Dear colleague,

The sidebands that your 1~keV electrons acquire when they scatter from N$_2$ inside an 800~nm pulse are fixed, to a good approximation, by the field-free elastic cross section and one Bessel function. This is the low-frequency theorem of Kroll and Watson (1973). I derive it below with its remainders kept in view, since they tell you at which angles to trust it.

\subsection*{Premises and conventions}

(1) The electron has charge $-e$ and mass $m$, and is nonrelativistic and spinless. (2) The target is a fixed, local potential energy $V(\mathbf r)$ of finite range, unchanged by the light; it may be complex, to describe loss into excitation and ionisation. (3) The light is classical, monochromatic, linearly polarised and uniform in space, $\mathbf A(t)=A_0\hat{\boldsymbol\epsilon}\cos\omega t$, so that the field is $-\dot{\mathbf A}=\mathcal E_0\hat{\boldsymbol\epsilon}\sin\omega t$ with $\mathcal E_0=\omega A_0$. (4) The collision is over within a time $\tau_c$, of the order of range over speed, with $\omega\tau_c\ll1$; this excludes resonances and slow electrons. Momenta are written $\hbar\mathbf k$, plane waves are $\langle\mathbf r|\mathbf k\rangle=(2\pi)^{-3/2}e^{i\mathbf k\cdot\mathbf r}$, $E_k=\hbar^2k^2/2m$, and $n>0$ counts absorbed photons. The Hamiltonian is
\begin{equation}
H=\frac{[\mathbf p+\hbar\mathbf K(t)]^2}{2m}+V,\qquad \mathbf K(t)=\frac{e\mathbf A}{\hbar}=K_0\hat{\boldsymbol\epsilon}\cos\omega t,\qquad K_0=\frac{e\mathcal E_0}{\hbar\omega}.
\end{equation}

\subsection*{Step 1: the electron in the light alone}

Without $V$ the Hamiltonian is diagonal in $\mathbf k$, with the instantaneous kinetic energy $\varepsilon_{\mathbf k}(t)=\hbar^2[\mathbf k+\mathbf K(t)]^2/2m$. The solutions are the Volkov states $|\mathbf k\rangle e^{-i\Phi_{\mathbf k}(t)}$ with $\hbar\dot\Phi_{\mathbf k}=\varepsilon_{\mathbf k}$. Integrating,
\begin{equation}
\Phi_{\mathbf k}=\frac{(E_k+U_p)t}{\hbar}+\mathbf k\cdot\boldsymbol\alpha_0\sin\omega t+\frac{U_p}{2\hbar\omega}\sin2\omega t,\qquad
\boldsymbol\alpha_0=\frac{e\mathcal E_0}{m\omega^2}\hat{\boldsymbol\epsilon},\qquad U_p=\frac{m\omega^2\alpha_0^2}{4}.
\end{equation}
Here $\alpha_0$ is the quiver amplitude, and $K_0=\mu\alpha_0$ with $\mu=m\omega/\hbar$. The cycle average of $\mathbf K$ vanishes, so $\hbar\mathbf k$ is the drift momentum. It is conserved while a uniform field is switched off, and is what your analyser records. The $U_p$ terms do not depend on $\mathbf k$ and drop out of every phase difference. With $\mathbf Q=\mathbf k_i-\mathbf k_f$,
\begin{equation}
\Phi_f-\Phi_i=\frac{(E_f-E_i)t}{\hbar}-x\sin\omega t,\qquad x=\boldsymbol\alpha_0\cdot\mathbf Q .
\label{phase}
\end{equation}

\subsection*{Step 2: an exact form of the S matrix}

In the interaction picture built on the Volkov states the potential has elements $e^{i\Phi_{\mathbf q}}V_{\mathbf q\mathbf q'}e^{-i\Phi_{\mathbf q'}}$. The $N$th Dyson term has times $t_1>\dots>t_N$, a factor $(-i/\hbar)^N$, intermediate momenta $\mathbf q_1\dots\mathbf q_{N-1}$, and the phase factor
\begin{equation}
\exp i\Big\{\Phi_f(t_1)-\sum_{j=1}^{N-1}\big[\Phi_{\mathbf q_j}(t_j)-\Phi_{\mathbf q_j}(t_{j+1})\big]-\Phi_i(t_N)\Big\}.
\end{equation}
Call the earliest time $t=t_N$ and write $\Phi_f(t_1)=\Phi_f(t)+\sum_j\int_{t_{j+1}}^{t_j}\varepsilon_f\,ds/\hbar$. Then, for $\mathbf k_f\neq\mathbf k_i$ and with $\tau_j=t_j-t_{j+1}$,
\begin{align}
S_{fi}&=-\frac i\hbar\int dt\,e^{i[\Phi_f(t)-\Phi_i(t)]}\,\mathcal T(t),\\
\mathcal T(t)&=V_{fi}+\sum_{N\ge2}\ \prod_{j=1}^{N-1}\Big[\int d^3q_j\,\frac{-i}{\hbar}\int_0^\infty d\tau_j\,e^{-\frac i\hbar\int_{t_{j+1}}^{t_j}(\varepsilon_{\mathbf q_j}-\varepsilon_f)ds}\Big]V_{f\mathbf q_1}\cdots V_{\mathbf q_{N-1}i}.
\label{exact}
\end{align}
The integrands $\varepsilon_{\mathbf q}-\varepsilon_f$ have the period of the light, hence so has $\mathcal T(t)$. Put $\phi=\omega t$ and expand $e^{-ix\sin\phi}\mathcal T=\sum_nT_ne^{-in\phi}$. With Eq.~(\ref{phase}) the time integral gives
\begin{equation}
S_{fi}=-2\pi i\sum_n\delta(E_f-E_i-n\hbar\omega)\,T_n,\qquad T_n=\langle\mathcal T\rangle_n\equiv\int_{-\pi}^{\pi}\frac{d\phi}{2\pi}\,e^{i\psi}\,\mathcal T,\qquad\psi=n\phi-x\sin\phi .
\end{equation}
The rate into $d\Omega$ about $\mathbf k_f$ is $(2\pi/\hbar)|T_n|^2\,mk_f\,d\Omega/\hbar^2$, and the cycle-averaged incident flux is $(2\pi)^{-3}\hbar k_i/m$. Their ratio is
\begin{equation}
\frac{d\sigma_n}{d\Omega}=\frac{k_f}{k_i}|f_n|^2,\qquad f_n=-\frac{4\pi^2m}{\hbar^2}T_n,\qquad \frac{\hbar^2k_f^2}{2m}=\frac{\hbar^2k_i^2}{2m}+n\hbar\omega .
\label{cross}
\end{equation}
The bracket of unity is Bessel's integral, $\langle1\rangle_n=J_n(x)$, and differentiating it with respect to $x$ gives $\langle\sin\phi\rangle_n=iJ_n'(x)$. In first Born order $\mathcal T=V_{fi}$ is constant and $T_n=J_n(x)V_{fi}$ at any frequency, the result of Bunkin and Fedorov. The next two steps remove the restriction to weak potentials.

\subsection*{Step 3: freezing the field during the collision}

In Eq.~(\ref{exact}), $\varepsilon_{\mathbf q}(s)-\varepsilon_f(s)=E_q-E_f+(\hbar^2/m)\,\mathbf K(s)\cdot(\mathbf q-\mathbf k_f)$. Replace $\mathbf K(s)$ by $\mathbf K(t)$. Since $|\dot{\mathbf K}|\le\omega K_0$ and, by premise (4), only $s-t\lesssim\tau_c$ contributes, the phase so neglected is at most
\begin{equation}
\delta_1=\frac{\hbar}{m}\,\Delta q\,\omega K_0\,\frac{\tau_c^2}{2}=\tfrac12\,\alpha_0\Delta q\,(\omega\tau_c)^2 ,
\label{d1}
\end{equation}
where $\Delta q$ is the largest important $|\hat{\boldsymbol\epsilon}\cdot(\mathbf q_j-\mathbf k_f)|$. Each time integral is now elementary, $(-i/\hbar)\int_0^\infty d\tau\,e^{-i(\varepsilon_{\mathbf q}-\varepsilon_f-i0)\tau/\hbar}=(\varepsilon_f-\varepsilon_{\mathbf q}+i0)^{-1}$. Because $V$ is local, $V_{\mathbf q\mathbf q'}$ depends on $\mathbf q-\mathbf q'$ only, and all momenta can be relabelled $\mathbf q\to\mathbf q+\mathbf K$ without changing it. What results is, term by term, the iteration of the field-free equation $T(E)=V+V(E+i0-p^2/2m)^{-1}T(E)$, and I take its solution as the sum where the iteration does not converge. Thus $\mathcal T(t)\simeq g(\cos\phi)$ with
\begin{equation}
g(u)=\big\langle\mathbf k_f+uK_0\hat{\boldsymbol\epsilon}\,\big|\,T\big(\hbar^2(\mathbf k_f+uK_0\hat{\boldsymbol\epsilon})^2/2m\big)\big|\,\mathbf k_i+uK_0\hat{\boldsymbol\epsilon}\big\rangle ,
\end{equation}
defined for every real $u$. The electron scatters with the kinetic momenta it has at the instant of collision. For general $u$ the two momenta differ in length, and $g$ is an off-shell element that no field-free experiment gives you.

\subsection*{Step 4: only the on-shell element survives}

Let $x\ne0$, $u_n=n/x$, and write $g(u)=g(u_n)+(u-u_n)w(u)$, which defines $w$; by premise (4) $g$ and $w$ are smooth. From $\psi'=n-x\cos\phi$ follows $(\cos\phi-u_n)e^{i\psi}=(i/x)\,d e^{i\psi}/d\phi$. Integrating by parts, with no boundary term because everything is periodic,
\begin{equation}
T_n=J_n(x)\,g(u_n)+\frac ix\big\langle\sin\phi\;w'(\cos\phi)\big\rangle_n .
\label{parts}
\end{equation}
A term of $g$ linear in $u$ has $w'=0$ and is carried exactly by the first term. A quadratic term has $w'=g''/2$ and leaves the remainder
\begin{equation}
\delta_2=-\frac{g''}{2x}J_n'(x).
\label{d2}
\end{equation}
At $u=u_n$ both momenta are shifted by the same vector,
\begin{equation}
\tilde{\mathbf k}_{i,f}=\mathbf k_{i,f}+\mathbf K_n,\qquad \mathbf K_n=\frac{nK_0}{x}\hat{\boldsymbol\epsilon}=\frac{n\mu}{\hat{\boldsymbol\epsilon}\cdot\mathbf Q}\,\hat{\boldsymbol\epsilon},
\end{equation}
which is independent of intensity. The difference of the shifted energies is $n\hbar\omega-(\hbar^2/m)\mathbf K_n\cdot\mathbf Q=n\hbar\omega-n\hbar\omega=0$. So $|\tilde{\mathbf k}_i|=|\tilde{\mathbf k}_f|$: the element $g(u_n)$ is on shell, with momentum transfer $\mathbf Q$ and energy
\begin{equation}
\tilde E_n=E_i+n\hbar\omega\,\frac{\hat{\boldsymbol\epsilon}\cdot\mathbf k_i}{\hat{\boldsymbol\epsilon}\cdot\mathbf Q}+\frac{\hbar^2K_n^2}{2m}.
\label{shift}
\end{equation}
The field-free amplitude is $-4\pi^2m/\hbar^2$ times this element, and Eq.~(\ref{cross}) becomes the theorem,
\begin{equation}
\frac{d\sigma_n}{d\Omega}=\frac{k_f}{k_i}\,J_n^2(\boldsymbol\alpha_0\cdot\mathbf Q)\,\frac{d\sigma_{\rm el}}{d\Omega}\big(\tilde{\mathbf k}_i\to\tilde{\mathbf k}_f\big).
\label{KW}
\end{equation}
The prefactor and $d\Omega$ refer to the drift momenta, and $\mathbf Q$, $x$ and $k_f$ all depend on $n$. Now count orders. Since $g''$ is $K_0^2$ times a second momentum derivative of $T$, $\delta_2\propto K_0^2/x=\alpha_0\mu^2/(\hat{\boldsymbol\epsilon}\cdot\mathbf Q)$, and $\delta_1\propto\alpha_0\omega^2$. At fixed $\alpha_0$ and $n$ both are of order $\omega^2$, so Eq.~(\ref{KW}) is right through first order in $\omega$, and that order is the shift. At fixed $A_0$, where $\alpha_0\propto1/\omega$, both are of order $\omega$ and Eq.~(\ref{KW}) is the leading term. Near a zero of $J_n$ the remainders are all that is left.

\subsection*{Step 5: the sum rule}

Setting $\mathcal T=1$ gives $e^{-ix\sin\phi}=\sum_nJ_n(x)e^{-in\phi}$, and its $\phi$ derivative gives $x\cos\phi\,e^{-ix\sin\phi}=\sum_nnJ_ne^{-in\phi}$. Parseval's relation applied to the first series with itself, to the pair, and to the second with itself yields the cycle averages of $1$, $x\cos\phi$ and $x^2\cos^2\phi$:
\begin{equation}
\sum_nJ_n^2=1,\qquad\sum_nnJ_n^2=0,\qquad\sum_nn^2J_n^2=\frac{x^2}{2}.
\label{mom}
\end{equation}
These hold for one argument $x$, whereas at fixed detector direction Eq.~(\ref{KW}) reads $J_n^2(x_n)F(n)$ with $F=(k_f/k_i)\,d\sigma_{\rm el}/d\Omega$. Expand $x_n=x_0+nx'+\dots$ and $F=F_0+nF'+\dots$, where $x'$ and $F'$ are of order $\omega$ and $F_0$ is the unshifted elastic cross section at $E_i$. The first-order terms of the sum are $F'\sum nJ_n^2$ and $F_0x'\partial_x\sum nJ_n^2$, and both vanish by Eq.~(\ref{mom}). Hence, at fixed $\alpha_0$,
\begin{equation}
\sum_n\frac{d\sigma_n}{d\Omega}=\frac{d\sigma_{\rm el}}{d\Omega}(\mathbf k_i,\hat{\mathbf k}_f)\,\big[1+O(\omega^2)\big].
\label{sum}
\end{equation}
The light redistributes the electrons in energy and leaves their number per solid angle alone. The expansion must hold out to $|n|\sim|x_0|$, where $|\mathbf K_n|\sim K_0$, so the sum rule asks more than the theorem: $K_0$ must be small against the momentum scale of $d\sigma_{\rm el}$. The same expansion with a weight $n$ gives the mean energy gain,
\begin{equation}
\overline{\Delta E}=\hbar\omega\Big[\frac{x_0^2}{2}\frac{F'}{F_0}+x_0x'\Big].
\label{mean}
\end{equation}

\subsection*{Step 6: the cutoff}

The phase $\psi$ is stationary where $\cos\phi=n/x$, which has two real roots per cycle if $|n|<|x|$. Each contributes a modulus $(2\pi|\psi''|)^{-1/2}$ with $|\psi''|=\sqrt{x^2-n^2}$, so that for large $|x|$, averaged over the interference of the two, $J_n^2\to1/(\pi\sqrt{x^2-n^2})$. This is the classical distribution of $x\cos\phi$ for collisions at random phase, and its edge is the largest classical energy exchange, $\hbar\omega|x|=\hbar^2K_0|\hat{\boldsymbol\epsilon}\cdot\mathbf Q|/m$. Signs do not matter, as $J_n^2$ is even in $n$ and in $x$. For $n>x>0$ move the contour to $\phi+i\eta$, which periodicity and analyticity allow. The modulus of the integrand becomes $\exp(-n\eta+x\cos\phi\sinh\eta)\le\exp(-n\eta+x\sinh\eta)$, and the last expression is least at $\cosh\eta=n/x$:
\begin{equation}
|J_n(x)|\le e^{-n(\eta-\tanh\eta)},\qquad\cosh\eta=n/x .
\end{equation}
Close to the edge $\eta^2\simeq2(n-x)/x$ and the exponent is $(2\sqrt2/3)(n-x)^{3/2}/x^{1/2}$. The cutoff is therefore soft, with a width of order $|x|^{1/3}$ sidebands.

\subsection*{The molecule and the pulse}

For N$_2$ apply Eq.~(\ref{KW}) at each fixed position of the nuclei. The Bessel factor and the shift contain laboratory vectors only, so they pass through the average over orientation and bond length, and $d\sigma_{\rm el}$ becomes the averaged cross section with rotation and vibration unresolved. The diffraction pattern survives in every sideband. For a pulse of many cycles apply Eq.~(\ref{KW}) at the local intensity and average over the overlap of the beams. That average washes out the Bessel oscillations, while Eq.~(\ref{sum}) holds at each intensity and so after averaging.

\subsection*{Range of validity}

The theorem needs: $\delta_1\ll1$ and $|\delta_2|\ll|J_ng|$, hence no structure in $T$ on the scale $\hbar\omega$; $\hat{\boldsymbol\epsilon}\cdot\mathbf Q$ away from zero, since for $|x|\ll1$ and $n=1$ the ratio $|\delta_2/J_1g|$ tends to $|g''/g|/2x^2$, the squared shift $K_1^2$ times the relative curvature of $T$; negligible exchange; a target neither ionised nor aligned; and the dipole approximation, beyond which $\omega$ in the Volkov phase becomes $\omega(1-\hat{\mathbf n}\cdot\mathbf v/c)$, separately for the incoming and outgoing electron, with $\hat{\mathbf n}$ the direction of the light.

Premise (2) is the weak one, because the light polarises the target. An induced point dipole of isotropic polarisability volume $\alpha'$ adds $V_d=-e\alpha'\mathcal E_0\sin\phi\;\hat{\boldsymbol\epsilon}\cdot\mathbf r/r^3$. With $\int d^3r\,e^{i\mathbf Q\cdot\mathbf r}\,\mathbf r/r^3=4\pi i\mathbf Q/Q^2$ its first Born amplitude $-(m/2\pi\hbar^2)\int d^3r\,e^{i\mathbf Q\cdot\mathbf r}V_d$ equals $iD\sin\phi$, and $\langle\sin\phi\rangle_n=iJ_n'$ gives
\begin{equation}
f_n=J_nf_{\rm el}-DJ_n',\qquad D=\frac{2me\alpha'\mathcal E_0\,\hat{\boldsymbol\epsilon}\cdot\mathbf Q}{\hbar^2Q^2}=\frac{2\alpha'\mu^2x}{Q^2}.
\label{dress}
\end{equation}
This too is of order $\omega^2$ at fixed $\alpha_0$, but $1/Q^2$ enhances it at small angles. In the sum over $n$ the cross term cancels, because $\sum J_nJ_n'=\frac12\partial_x\sum J_n^2=0$, and $D^2\sum J_n'^2=D^2/2$ remains, by Parseval's relation for $\sin\phi\,e^{-ix\sin\phi}$.

\subsection*{Numbers for 1 keV, 800 nm and N$_2$}

Assumed conditions: intensity $I=10^{12}$~W/cm$^2$, pulse length 100~fs, gas at 300~K, electrons along $z$, polarisation along $x$, light along $y$, detector in the $xz$ plane at $\theta=12^\circ$ on the $+x$ side. With $\mathcal E_0=(2I/c\epsilon_0)^{1/2}$ and $\hbar^2/m=7.620$~eV\,\AA$^2$:
\begin{align*}
&\hbar\omega=1.550\ \text{eV},\quad k_i=16.20\ \text{\AA}^{-1},\quad\mathcal E_0=0.2745\ \text{V/\AA},\quad\mu=0.2034\ \text{\AA}^{-2},\\
&K_0=0.1771\ \text{\AA}^{-1},\quad\alpha_0=0.871\ \text{\AA},\quad U_p=0.060\ \text{eV},\quad Q_0=2k_i\sin(\theta/2)=3.387\ \text{\AA}^{-1}.
\end{align*}
Here $\hat{\boldsymbol\epsilon}\cdot\mathbf Q=-k_f\sin\theta$, so $|x_0|=2.93$, the classical edge lies at $\pm4.5$~eV, and the root-mean-square transfer $\hbar\omega|x_0|/\sqrt2$ is 3.2~eV. One photon changes $k_f$ and $x_n$ by the fraction $\delta=\hbar\omega/2E_i$, or 0.077 per cent. For $n=1$ the shift is $|\mathbf K_1|=0.060$~\AA$^{-1}$ and, as $\hat{\boldsymbol\epsilon}\cdot\mathbf k_i=0$, $\tilde E_1-E_i$ is only 0.014~eV. At the single intensity $I$ the ratios $d\sigma_n/d\sigma_{\rm el}$ are then close to the values $J_n^2(x_0)$ listed here. The $n$ dependence of $x_n$ enters as the relative change $2n\delta\,xJ_n'/J_n$, and together with the smaller change of $F$ in the model described below it moves the ratios by at most half a per cent for $|n|\le2$. For $n=3$, 4 and 5 it raises them by 0.8, 2 and 3 per cent, and it lowers those for $-n$ by about as much.

\begin{center}
\begin{tabular}{lcccccc}
$|n|$&0&1&2&3&4&5\\
$J_n^2(x_0)$&0.056&0.13&0.23&0.088&0.015&0.0015\\
dipole cross term (per cent)&$-7$&$+5$&$-0.3$&$-3$&$-5$&$-7$
\end{tabular}
\end{center}

The sidebands with $|n|\ge3$, all beyond the classical edge, hold a fraction 0.21 of the electrons.

The last row needs a yardstick for $f_{\rm el}$. I use a model of two independent atoms in first Born approximation, each a screened Coulomb potential with $Z=7$ and an assumed screening length $a=0.245$~\AA{} (the Thomas--Fermi length), at the typical bond length $R=1.098$~\AA. Then $f_{\rm at}=2Z/[a_0(Q^2+a^{-2})]=0.94$~\AA{} and $f_{\rm el}=2f_{\rm at}\cos(\mathbf Q\cdot\mathbf R/2)$. With $y=QR$ the orientation averages are $\overline{f^2}=2f_{\rm at}^2(1+\sin y/y)=1.5$~\AA$^2$/sr and $\overline f=4f_{\rm at}\sin(y/2)/y=0.97$~\AA. These are the model's values. As typical knowledge, one screening exponential gives a cross section roughly a third below tabulated Born form factors at this $Q$, and the Born parameter $Ze^2/4\pi\epsilon_0\hbar v=0.82$ is not small. A typical $\alpha'=1.74$~\AA$^3$ gives $|D|=0.037$~\AA, and the relative cross term is $-(2|D|\overline f/\overline{f^2})\,J_n'/J_n$ at argument $|x_0|$, with prefactor 0.047. A point dipole is expected to overstate the effect at a $Q$ that resolves the electron cloud, so read the row as a generous size and not as a correction. It is the largest neglected term and the reason for two figures. For $n=1$ and small $x$, Eq.~(\ref{dress}) is $(x/2)(f_{\rm el}-2\alpha'\mu^2/Q^2)$; with the model's forward amplitude of 3.2~\AA{} the two terms are equal at $Q=0.21$~\AA$^{-1}$, or $0.75^\circ$, and inside about a degree Eq.~(\ref{KW}) fails.

The other premises hold with more room. The speed is 18.76~nm/fs, so an assumed range of 2~\AA{} gives $\tau_c=0.011$~fs and $\omega\tau_c=0.025$. Equation~(\ref{d1}) gives $9\times10^{-4}$ for $\alpha_0\Delta q=|x_0|$ and $9\times10^{-3}$ for $\Delta q=2k_i$. In Eq.~(\ref{d2}) the off-shell energy reaches $\hbar\omega|x|$, to be set against $\hbar/\tau_c=62$~eV, which suggests $g''/g\sim(x\omega\tau_c)^2$ and $\delta_2/g$ of the order of the smaller figure; also $K_0/k_i=0.011$. A typical vibrational quantum of 0.29~eV is far below 62~eV, which justifies fixed nuclei. Although $v/c=0.063$, both velocities are perpendicular to $\hat{\mathbf n}$ and the Doppler factors equal one. The relativistic mass lowers $\alpha_0$ by the fraction $E_i/mc^2$ and raises $k$ by $E_i/4mc^2$, a net fall of $|x|$ by 0.15 per cent. A typical ionisation energy of 15.6~eV needs 11 photons, and I assume the ionised fraction small. A typical polarisability anisotropy $\Delta\alpha'=0.7$~\AA$^3$ gives an aligning well $4\pi\epsilon_0\Delta\alpha'\mathcal E_0^2/4=0.9$~meV against $k_BT=26$~meV. For the typical mass of 28.0~u the recoil energy $E_r=\hbar^2Q^2/2M$ is 0.86~meV and the thermal spread $(2E_rk_BT)^{1/2}$ is 6.7~meV. The pulse holds 37 cycles, Planck's constant over its length is 0.041~eV, and the electron travels 1.9~$\mu$m during it, so in a focus much wider than that the field ends in time, as Step~1 supposes.

For the mean gain, $x'=x_0\delta$ and, since $dQ^2/dn=Q_0^2\delta$, $F'/F_0=\delta(1+s/2)$ with $s=d\ln\sigma_{\rm el}/d\ln Q$ at fixed energy. Using $\hbar\omega x_0^2\delta=4U_p\sin^2\theta$, Eq.~(\ref{mean}) becomes $\overline{\Delta E}=U_p\sin^2\theta\,(6+s)$. The model's slope $s=-2.4$ gives 9~meV, counted from the field-free peak, which shares the recoil. Summing the model's $d\sigma_n$ with the full $n$ dependence returns $d\sigma_{\rm el}$ to better than $10^{-4}$, and the dipole adds $D^2/2\overline{f^2}=4\times10^{-4}$.

If you turn the polarisation along the beam, $\hat{\boldsymbol\epsilon}\cdot\mathbf Q=k_i-k_f\cos\theta=0.342$~\AA$^{-1}$ for $n=1$ at the same angle. Then $x=0.30$, $|\mathbf K_1|=0.60$~\AA$^{-1}$, and Eq.~(\ref{shift}) asks for the elastic cross section 75~eV above $E_i$. The shift diverges where $\cos\theta=k_i/k_f$, at $2.3^\circ$ for $n=1$, and the theorem says nothing there. With transverse polarisation at $12^\circ$, the model's sideband weights for $|n|\le5$ follow from the intensity and the angle alone, to within several per cent, and their sum restores the elastic signal to better than one part in a thousand. Both margins depend on the angle. At $5^\circ$ the model's prefactor $2|D|\overline f/\overline{f^2}$ is 0.069 and the dipole cross term reaches $-10$ per cent for $|n|=2$ and $-16$ per cent for $|n|=3$, while at $90^\circ$ the dipole alone adds $D^2/2\overline{f^2}=1.6\times10^{-3}$ to the model's sum.